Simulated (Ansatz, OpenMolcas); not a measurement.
# How methods differ on GaH2O2 (SMILES [OH][Ga][OH])

GaH2O2 has 5 atoms, charge 0, and is taken as a doublet. SMILES: `[OH][Ga][OH]`. Geometry: relaxed at PBE0-D4/def2-TZVP. This is one conformer, not always the lowest.

Each level gives the electronic atomisation energy (eV). The values are calculated. Electronic energies at fixed atoms, without zero-point motion or spin-orbit coupling.

```json
{"level": "USVWN5/def2-SVPD", "kind": "LDA", "program": "Ansatz", "value (eV)": "19.70", "CPU time (all runs)": "4.4 s"}
{"level": "UTPSS/def2-SVPD", "kind": "meta-GGA", "program": "OpenMolcas", "value (eV)": "16.43", "CPU time (all runs)": "52 s"}
{"level": "U-r2SCAN0/def2-SVPD", "kind": "hybrid meta-GGA", "program": "Ansatz", "value (eV)": "16.09", "CPU time (all runs)": "16 s"}
{"level": "UBHLYP/def2-SVPD", "kind": "global hybrid", "program": "Ansatz", "value (eV)": "15.36", "CPU time (all runs)": "8.5 s"}
{"level": "UPBE0/def2-SVPD", "kind": "global hybrid", "program": "OpenMolcas", "value (eV)": "16.26", "CPU time (all runs)": "32 s"}
{"level": "UHSE06/def2-SVPD", "kind": "range-separated hybrid", "program": "Ansatz", "value (eV)": "16.28", "CPU time (all runs)": "10 s"}
{"level": "UB2PLYP/def2-SVPD", "kind": "double hybrid", "program": "Ansatz", "value (eV)": "16.28", "CPU time (all runs)": "10 s"}
{"level": "UMP2/def2-SVPD", "kind": "perturbation theory", "program": "Ansatz", "value (eV)": "16.60", "CPU time (all runs)": "3.5 s"}
```

All-electron rows without a relativistic Hamiltonian named are non-relativistic. Correlated wave functions underbind in double-zeta sets. The values span 15.36 to 19.70 eV. In the correlated wave-function rows the outer d shell of Ga is correlated, in sets not made for it. In so small a basis fixed costs decide the times, and correlated methods can beat functionals. Times are those of the runs behind each value, whatever else they computed, on shared processors of several kinds: orders of magnitude only.

The local density approximation stands apart at 19.70 eV, while every other level lies between 15.36 and 16.60 eV. This is its familiar overbinding: a local functional describes the strongly inhomogeneous densities of free atoms worse than the smoother density of the molecule, and four polar bonds, two Ga–O and two O–H, add up the error. BHLYP marks the low end, probably because its large share of exact exchange is not matched by enough correlation in the bonds. Exact exchange alone does not set the order, since B2PLYP contains a similar share but returns to 16.28 eV with its perturbative correlation. The near-equality of PBE0 and HSE06 is expected, as they share their short-range exchange and the screened long-range part matters little in so compact a molecule; it is therefore not independent confirmation of the value. Nor do these totals give the strength of the Ga–O bonds in this formally Ga(II) radical, because the O–H bonds contribute a large part of the energy.
